**Student.** The phonon density of states of a crystal has kinks, although the branches $\omega(\mathbf q)$ are smooth curves. How does a smooth function produce a kink?

**Lecturer.** Through the points where its gradient vanishes, as Van Hove showed in 1953. There are four premises. The crystal is harmonic and infinite, so $\mathbf q$ is continuous. We follow one branch and write $\varepsilon=\omega^2$. Near a point $\mathbf q_c$ the branch is analytic with $\nabla\varepsilon=0$. Its Hessian there has no zero eigenvalue. With primitive-cell volume $v$, the density in $\omega^2$, normalised to one state per cell and branch, is

$$G(\varepsilon)=\frac{v}{(2\pi)^3}\int_{\rm BZ}d^3q\;\delta\big(\varepsilon-\omega^2(\mathbf q)\big).$$

In the principal axes of the Hessian, with $\mathbf x=\mathbf q-\mathbf q_c$,

$$\omega^2=\omega_c^2+a_1x_1^2+a_2x_2^2+a_3x_3^2+O(x^3),\qquad \Delta\equiv\varepsilon-\omega_c^2 .$$

I label points by the number of negative $a_i$: none is a minimum, one the saddle $S_1$, two the saddle $S_2$, three a maximum.

**Student.** That expansion holds in a small region, but the integral covers the whole zone. At a saddle the surface of constant frequency runs out of the region.

**Lecturer.** So split the integral. Take a smooth function $\chi(\mathbf q)$ that equals 1 near $\mathbf q_c$ and 0 outside a small neighbourhood, and insert $1=\chi+(1-\chi)$. The second part is $\int dS\,(1-\chi)/|\nabla\omega^2|$ over the surface $\omega^2=\varepsilon$. If the branch is smooth elsewhere and no other critical point has the frequency $\omega_c$, the gradient is bounded away from zero there. The surface then deforms smoothly with $\varepsilon$, and this part is smooth. Only the $\chi$ part can be singular.

**Student.** And the $O(x^3)$ terms? You can't simply drop them inside a delta function.

**Lecturer.** I absorb them. The Morse lemma says that for a nonsingular Hessian there are smooth coordinates $\mathbf u$ in which $\omega^2-\omega_c^2=\sum_i\pm u_i^2$ exactly. To lowest order $u_i=\sqrt{|a_i|}\,x_i$, so the Jacobian in $d^3x=J(\mathbf u)\,d^3u$ has

$$J(0)=\frac{1}{\sqrt{|a_1a_2a_3|}} .$$

Now take $u_1,u_2$ with plus signs and slice at fixed $u_3$. With $s=u_1^2+u_2^2$ the area element is $du_1du_2=\tfrac12\,ds\,d\phi$. Let $\Phi(s,u_3)$ be the average of $\chi J$ over $\phi$. The average removes odd powers of the radius, so $\Phi$ is a smooth function of $s$. It can be continued smoothly to $s<0$, and $\Phi(0,0)=J(0)$. The delta function fixes $s=\Delta\mp u_3^2$, which must be positive, so with the unit step $\theta$

$$G_\chi=\frac{v}{8\pi^3}\,\pi\int du_3\;\Phi(\Delta\mp u_3^2,u_3)\,\theta(\Delta\mp u_3^2).$$

The upper sign is the minimum, the lower sign is $S_1$.

**Student.** The minimum I can do. For $\Delta<0$ no slice contributes. For $\Delta>0$ the slices with $|u_3|<\sqrt\Delta$ do, a length $2\sqrt\Delta$, so

$$G_{\rm sing}=\frac{v}{8\pi^3}\,2\pi J(0)\sqrt{\Delta}=B\sqrt{\Delta},\qquad B=\frac{v}{4\pi^2\sqrt{|a_1a_2a_3|}} .$$

It agrees with differentiating the ellipsoid volume $\tfrac{4\pi}{3}\Delta^{3/2}J(0)$. For the saddle I expect a result that depends on $\chi$.

**Lecturer.** The smooth part does, the singular part doesn't. For $S_1$ write $\theta(\Delta+u_3^2)=1-\theta(-\Delta-u_3^2)$. The 1 gives $\pi\int du_3\,\Phi(\Delta+u_3^2,u_3)$, the same smooth function of $\Delta$ on both sides of zero. The subtracted term vanishes for $\Delta>0$. For $\Delta<0$ it removes the slices $|u_3|<\sqrt{-\Delta}$, where $\Phi$ is close to $J(0)$:

$$G_{\rm sing}=-B\sqrt{-\Delta}\;\;(\Delta<0),\qquad G_{\rm sing}=0\;\;(\Delta>0).$$

Below $S_1$ the surface is a hyperboloid of two sheets with a gap between them. Above it the sheets have joined through a neck. The negative term is the missing gap.

**Student.** For the other two I would have to slice again.

**Lecturer.** No need. Replacing $\omega^2$ by $-\omega^2$ turns a maximum into a minimum and $S_2$ into $S_1$, and sends $\Delta\to-\Delta$. Per critical point and per branch, with $B>0$:

| point | negative $a_i$ | $\omega<\omega_c$ | $\omega>\omega_c$ |
|---|---|---|---|
| minimum | 0 | 0 | $+B\sqrt{\Delta}$ |
| $S_1$ | 1 | $-B\sqrt{-\Delta}$ | 0 |
| $S_2$ | 2 | 0 | $-B\sqrt{\Delta}$ |
| maximum | 3 | $+B\sqrt{-\Delta}$ | 0 |

$G$ is continuous and its slope diverges on one side. In the singular interval the term of $\Phi$ linear in $u_3$ integrates to zero, and the terms in $s$ and $u_3^2$ are of order $\Delta$. The correction is therefore of order $|\Delta|^{3/2}$. For the density in frequency, $g(\omega)=2\omega\,G(\omega^2)$, and for $\omega_c>0$ one has $|\Delta|\simeq2\omega_c|\omega-\omega_c|$, so

$$|g_{\rm sing}|\simeq 2\omega_c\sqrt{2\omega_c}\;B\,\sqrt{|\omega-\omega_c|}.$$

**Student.** Then in two dimensions one slice is the whole problem.

**Lecturer.** At an extremum, yes. The prefactor is $A/(2\pi)^2$ with cell area $A$, and $J(0)=1/\sqrt{|a_1a_2|}$. One slice gives $\pi J(0)\theta(\Delta)$, so $G$ steps up at a minimum, and down at a maximum, by

$$\frac{A}{4\pi\sqrt{a_1a_2}} .$$

At the saddle put $p=u_1-u_2$, $t=u_1+u_2$, so that $u_1^2-u_2^2=pt$ and $du_1du_2=\tfrac12dp\,dt$. Cut off at $|p|,|t|<\Lambda$. The $t$ integral gives $1/|p|$ provided $|\Delta/p|<\Lambda$, and both signs of $p$ contribute:

$$2\int_{|\Delta|/\Lambda}^{\Lambda}\frac{dp}{2p}=\ln\frac{\Lambda^2}{|\Delta|},\qquad G_{\rm sing}=-\frac{A\,\ln|\Delta|}{4\pi^2\sqrt{|a_1a_2|}} .$$

The cutoff, like the unit of $\Delta$, only shifts the constant. The logarithm is the same on both sides.

**Student.** I'd like one case where that can be tested exactly.

**Lecturer.** Take the square lattice with unit spacing and $\varepsilon=2-\cos q_x-\cos q_y$. Its density is $G=\pi^{-2}K(m)$, where $K$ is the complete elliptic integral with parameter $m=1-(\varepsilon-2)^2/4$. At the band bottom $K(0)=\pi/2$ gives $1/2\pi$, as does the step formula with $a_1=a_2=\tfrac12$. Near $\varepsilon=2$, $K\simeq\ln(8/|\Delta|)$, so $G_{\rm sing}=-\ln|\Delta|/\pi^2$. That is two saddles of $-\ln|\Delta|/2\pi^2$ each.

**Student.** Now silicon, the transverse acoustic modes at $L$. I object at once. The two TA branches are degenerate all along $\Gamma L$, and at a degeneracy the analyticity premise is gone.

**Lecturer.** The objection is right, and we have to see how much survives. The group of $L$ is $D_{3d}$ and the TA pair is a two-dimensional representation. Let $z$ be the component of $\mathbf q-\mathbf q_L$ along $[111]$, and $x=r\cos\phi$, $y=r\sin\phi$ the transverse ones, with $x$ in a mirror plane. The $2\times2$ effective dynamical matrix of the pair is analytic. Inversion forbids odd powers. At second order the invariants are $z^2$ and $r^2$. The traceless part $\begin{pmatrix}P&Q\\Q&-P\end{pmatrix}$ needs $P+iQ$ to gain the phase $e^{4\pi i/3}$ under the threefold rotation. Two quadratic forms do so, and the mirror makes their coefficients real:

$$P+iQ=\beta r^2e^{2i\phi}+\gamma zr\,e^{-i\phi}.$$

The eigenvalues add $\pm|P+iQ|$ to the invariant part:

$$\omega_\pm^2=\omega_L^2+a_\parallel z^2+a_\perp r^2\pm r\sqrt{\beta^2r^2+\gamma^2z^2+2\beta\gamma rz\cos3\phi}.$$

For $\gamma=0$ and $\beta\ge0$ each branch is an ordinary quadratic form with coefficients $a_\parallel,a_\pm,a_\pm$, where $a_\pm=a_\perp\pm\beta$, and the leading term of our table applies unchanged. For $\gamma\neq0$ the branches are not analytic. They are still homogeneous of degree two, and rescaling $\mathbf x\to\sqrt{|\Delta|}\,\mathbf x$ in $d^3x\,\delta(\Delta-\dots)$ leaves the power $\sqrt{|\Delta|}$ intact. The amplitude changes.

**Student.** By how much? Symmetry doesn't make $\gamma$ small.

**Lecturer.** The case $\beta=0$ is solvable and serves as a gauge. Take $a_\parallel<0<a_\perp$ and $\gamma>0$. The root becomes $\pm\gamma r|z|$. Summing the two branches amounts to letting $r$ run over the whole real line with weight $|r|$, so each slice gives $2\pi\sum|r_k|/\sqrt D$. The $r_k$ are the roots of $a_\perp r^2+\gamma|z|r-(\Delta+|a_\parallel|z^2)=0$, and $\sqrt D$, the modulus of the derivative at either root, has

$$D=\gamma^2z^2+4a_\perp(\Delta+|a_\parallel|z^2).$$

If $\Delta+|a_\parallel|z^2>0$ the roots have opposite signs, $\sum|r_k|=\sqrt D/a_\perp$, and the slice gives $2\pi/a_\perp$ whatever $\gamma$ is. For $\Delta>0$ this covers every slice, so the sum has no singular term above. For $\Delta<0$ it fails in the gap $|z|<z_0=\sqrt{|\Delta|/|a_\parallel|}$, which removes $2z_0\cdot2\pi/a_\perp$. Inside the gap, where $D>0$, the roots have equal signs and $\sum|r_k|=\gamma|z|/a_\perp$. Since $z\,dz/\sqrt D=d\sqrt D/(\gamma^2+4a_\perp|a_\parallel|)$, and $\sqrt D$ runs from 0 to $\gamma z_0$, the fraction $\gamma^2/(\gamma^2+4a_\perp|a_\parallel|)$ of the gap is refilled. The summed amplitude is multiplied by

$$f=\frac{1}{1+\gamma^2/(4a_\perp|a_\parallel|)} .$$

**Student.** Then give me numbers. Where do the curvatures come from?

**Lecturer.** From a model, partly anchored in data. I use wavenumbers $\tilde\nu=\omega/2\pi c$ in cm$^{-1}$ and $q$ in Å$^{-1}$. Typical values for Si are the lattice constant $a=5.431$ Å, the atomic mass 28.09 amu and $\tilde\nu_L=114$ cm$^{-1}$ for TA at $L$. Then $v=a^3/4=40.05$ Å$^3$, and eight atoms per cube give a density $\rho=2.329$ g/cm$^3$. The compiled measured elastic constants (Oses 2018, temperature not stated) are $C_{11}=165.64$, $C_{12}=63.94$ and $C_{44}=79.51$ GPa. The transverse eigenvalue of the Christoffel matrix along $[111]$ is $(C_{11}-C_{12}+C_{44})/3=60.40$ GPa. Dividing by $\rho$ and taking the root gives 5092 m/s, which is a slope $s_T=270.3$ cm$^{-1}$Å.

Along $[111]$ the lattice period is $\ell=a/\sqrt3=3.136$ Å and $L$ lies at $\pi/\ell=1.00$ Å$^{-1}$. On that line $\tilde\nu^2$ is even and periodic in $q$, hence a function of $w=1-\cos q\ell$. I assume the interpolation

$$\tilde\nu^2=\frac{\alpha w}{1+\sigma w}.$$

Small $q$ gives $\alpha=2s_T^2/\ell^2$. With $\sigma=0$ the frequency at $L$ would be $2s_T/\ell=172$ cm$^{-1}$, far above the typical value, because the TA branch of Si flattens towards the zone boundary. I choose $\sigma$ to reproduce that value: at $w=2$, $1+2\sigma=4s_T^2/(\ell\tilde\nu_L)^2=2.29$. Near $L$, $w=2-\ell^2z^2/2$ and $d\tilde\nu^2/dw=\alpha/(1+2\sigma)^2$, so

$$a_\parallel=-\frac{s_T^2}{(1+2\sigma)^2}=-1.4\times10^4\ \text{cm}^{-2}\text{Å}^2 .$$

**Student.** That line says nothing about the transverse directions.

**Lecturer.** Nothing. Typically both TA branches rise from $L$ across the hexagonal zone face, so both are of type $S_1$. I assume $a_\perp=7\times10^4$ and $\beta=3\times10^4$ cm$^{-2}$Å$^2$, chosen to give that rise, and first $\gamma=0$. Then $a_-=4\times10^4$ and $a_+=10\times10^4$ in the same unit, and $B_\pm=v/(4\pi^2a_\pm\sqrt{|a_\parallel|})$ gives

$$B_-=2.1\times10^{-7}\ \text{cm}^3,\qquad B_+=0.86\times10^{-7}\ \text{cm}^3 .$$

The zone has eight hexagonal faces, and opposite face centres differ by a reciprocal lattice vector, so there are four distinct $L$ points. The total is $B_{\rm tot}=4(B_++B_-)=1.2\times10^{-6}$ cm$^3$. Below $\tilde\nu_L$,

$$g_{\rm sing}\simeq-4.1\times10^{-3}\sqrt{\tilde\nu_L-\tilde\nu}$$

in states per cell per cm$^{-1}$, with $\tilde\nu$ in cm$^{-1}$. At 110 cm$^{-1}$, $|\Delta|=896$ cm$^{-2}$ and $2\tilde\nu B_{\rm tot}\sqrt{|\Delta|}=8\times10^{-3}$ states per cell per cm$^{-1}$. For scale, spread the six branches evenly up to the optical frequency 517 cm$^{-1}$ (compiled measured value, Ioffe Institute, 300 K). That mean density is $1.2\times10^{-2}$. In the model $g$ climbs steeply over the last few cm$^{-1}$ and turns over into a smooth curve at $\tilde\nu_L$, a shoulder and no peak.

**Student.** How far should I believe that 8?

**Lecturer.** It is the model's number, good for the order of magnitude in Si. The position of the kink was put in, so it tests nothing. $B$ goes as $1/a_\pm$, so a factor of two in the assumed transverse curvatures is a factor of two in the amplitude. If $\gamma$ is assumed to be $3\times10^4$ in the same unit, then $\gamma^2/(4a_\perp|a_\parallel|)=0.23$ and $f=0.81$, a reduction of 19 per cent in the $\beta=0$ gauge. The truncation along $z$ matters less. At 110 cm$^{-1}$ the quadratic form gives $z_0=0.253$ Å$^{-1}$, and the full interpolation with unrounded $\alpha$ and $\sigma$ gives 0.249 Å$^{-1}$.

**Student.** And in general, where does the result stop?

**Lecturer.** At five places. First, $|\Delta|$ must be small enough for the quadratic form: a term $b x^4$ along an axis changes the width $\sqrt{\Delta/a}$ by the fraction $-b\Delta/2a^2$, so a flat direction gives a large $B$ in a narrow window. Second, if some $a_i$ vanishes the Morse lemma fails and the exponent changes. Third, the branch must be analytic. Degenerate points such as ours, and acoustic or polar optical branches at $\Gamma$, where $\omega^2$ depends on direction nonanalytically, need their own amplitude. Fourth, the window must stop short of the next critical frequency, and contributions of equivalent points add. Fifth, anharmonic decay, mass disorder, finite size and instrumental resolution convolve $g$ with a line shape of some width $\Gamma_w$. The square root, the step and the logarithm are visible only for $|\omega-\omega_c|$ well above $\Gamma_w$ and are rounded off inside it.